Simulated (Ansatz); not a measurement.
## Bi2Se3: band gap as volume per atom varies

All results are calculated (Ansatz 0.2.0). Periodic Kohn-Sham DFT of a crystal at fixed atoms; Kohn-Sham levels at symmetry points; band -1 is the highest filled and +1 the lowest empty one at that point, spin up along a +z start moment.

Cell of the first row (space group R-3m, No. 166):
```
Bi2Se3
1.0
      2.0292     1.1716     9.3505
     -2.0292     1.1716     9.3505
      0.0000    -2.3431     9.3505
Bi Se
2 3
Direct
  0.40080 0.40080 0.40080
  0.59920 0.59920 0.59920
  0.00000 0.00000 0.00000
  0.21170 0.21170 0.21170
  0.78830 0.78830 0.78830
```

Settings of every row: method all-electron LAPW; functional PBEsol; relativity scalar; k mesh 6x6x6; filling fermi-dirac; smearing width 0.03 eV; basis error target 0.5 meV/atom; nucleus gaussian.

Atom start moment: 0 on all atoms.

Limits: a layered crystal: even scaling strains the bonds within the layers, so this curve is stiffer than the crystal under pressure; no spin-orbit coupling on heavy atoms; small gap, it may come from the mesh; semilocal functionals narrow a gap, while the missing spin-orbit coupling can widen it by more in compounds of such heavy elements, so these gaps are no guide to the real ones.

```
row  volume per atom (Å³)  band gap (eV)  smallest direct gap on path (eV)
  1                26.675           0.09                              0.09
  2                27.243              ?                                 ?
  3                 27.81          0.128                             0.128
  4                28.094          0.136                             0.136
  5                28.378          0.145                             0.145
  6                28.662          0.152                             0.152
  7                28.946           0.16                              0.16
  8                29.513          0.175                             0.175
  9                30.081          0.188                             0.188
```

Question: what band gap should row 2 give?

Worked fit of band gap. Take t = volume per atom − 29, in Å³. The shown rows have t = -2.325, -1.19, -0.906, -0.622, -0.338, -0.054, 0.513, 1.081. Least squares give band gap = 0.1617 + 0.0264 × t − 0.00189 × t² eV; a straight line predicts inner rows, each left out in turn, worse (root mean square 0.0017 against 0.00048 eV). The rows lie off it by 0.000, 0.000, 0.000, 0.000, -0.001, 0.000, 0.000, 0.000. The withheld row has t = -1.757, so the fit gives 0.1617 + 0.0264 × (-1.757) − 0.00189 × (-1.757)² = 0.109 eV.

The calculation gave 0.109 eV. The fit meets it to the printed digit.

The other values of row 2: smallest direct gap on path 0.109 eV.
